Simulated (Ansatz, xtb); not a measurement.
## Ligand exchange: CH2F2 + KOH → CH3FO + KF

Species: CH2F2 (difluoromethane) `FCF`, singlet; KOH `[OH][K]`, singlet; CH3FO `OCF`, singlet; KF, singlet. The partners trade F for OH: C–F and K–OH bonds give way to C–OH and K–F.

Shapes, held fixed at every level: PBE0-D4/def2-TZVP. Flexible molecules stand in one conformer, not always the lowest. Programs: Ansatz 0.2.0, xtb 6.7.1. The zero-point and thermal change to 298 K, harmonic and unscaled (PBE0-D4/def2-TZVP), is +3.5 kJ/mol.

| level | kind | ΔH(298 K) (kJ/mol) | less CCSD(T)/def2-TZVPP | CPU time (sum over the molecules) |
| --- | --- | --- | --- | --- |
| GFN0-xTB | semi-empirical | -112.3 | -39.7 | 0.11 s |
| HF/def2-SVP | Hartree–Fock | -80.5 | -7.9 | – |
| SPW92/def2-TZVPP | LDA | -78.4 | -5.8 | 3.1 s |
| PBE0-D4/def2-TZVPP | global hybrid | -80.0 | -7.4 | 5.6 s |
| wB97M-V/def2-TZVPP | range-separated hybrid | -75.7 | -3.1 | 24 s |
| MP2/def2-SVP | perturbation theory | -75.3 | -2.7 | – |
| CCSD(T)/def2-SVP | coupled cluster or CI | -74.7 | -2.1 | 3.2 s |
| CCSD(T)/def2-TZVPP | coupled cluster or CI | -72.6 | 0.0 | 24 s |

The highest level, CCSD(T)/def2-TZVPP, gives ΔH(298 K) = -72.6 kJ/mol; the levels span -112.3 to -72.6. The column of differences is taken from that level and isn't an error. No measured value is set beside it here. Correlated rows may include outer-core shells of K, which these sets cover unevenly. Times are processor times on shared x86 and Arm servers, and rough.

The exchange is clearly exothermic at every level, with CCSD(T)/def2-TZVPP giving -72.6 kJ/mol. Seen heterolytically, the driving force lies mainly at carbon. Fluoride and hydroxide are similar in size and bind K⁺ largely through electrostatics, so the metal discriminates little between them, whereas the more basic hydroxide forms the stronger dative bond to a carbon cation. The product also keeps an anomeric interaction, with an oxygen lone pair donating into the remaining C–F antibond, which probably offsets the loss of the geminal difluoride stabilisation.

In the def2-SVP basis, correlation makes the reaction less exothermic, from -80.5 at Hartree–Fock to -74.7 kJ/mol at CCSD(T), and MP2 already recovers most of that shift. GFN0-xTB gets the direction right but strongly exaggerates the driving force, perhaps because its non-self-consistent treatment describes the polar K–F and K–OH bonds unevenly. These gas-phase enthalpies do not carry over to solid KOH and KF, where lattice energies also enter the balance.
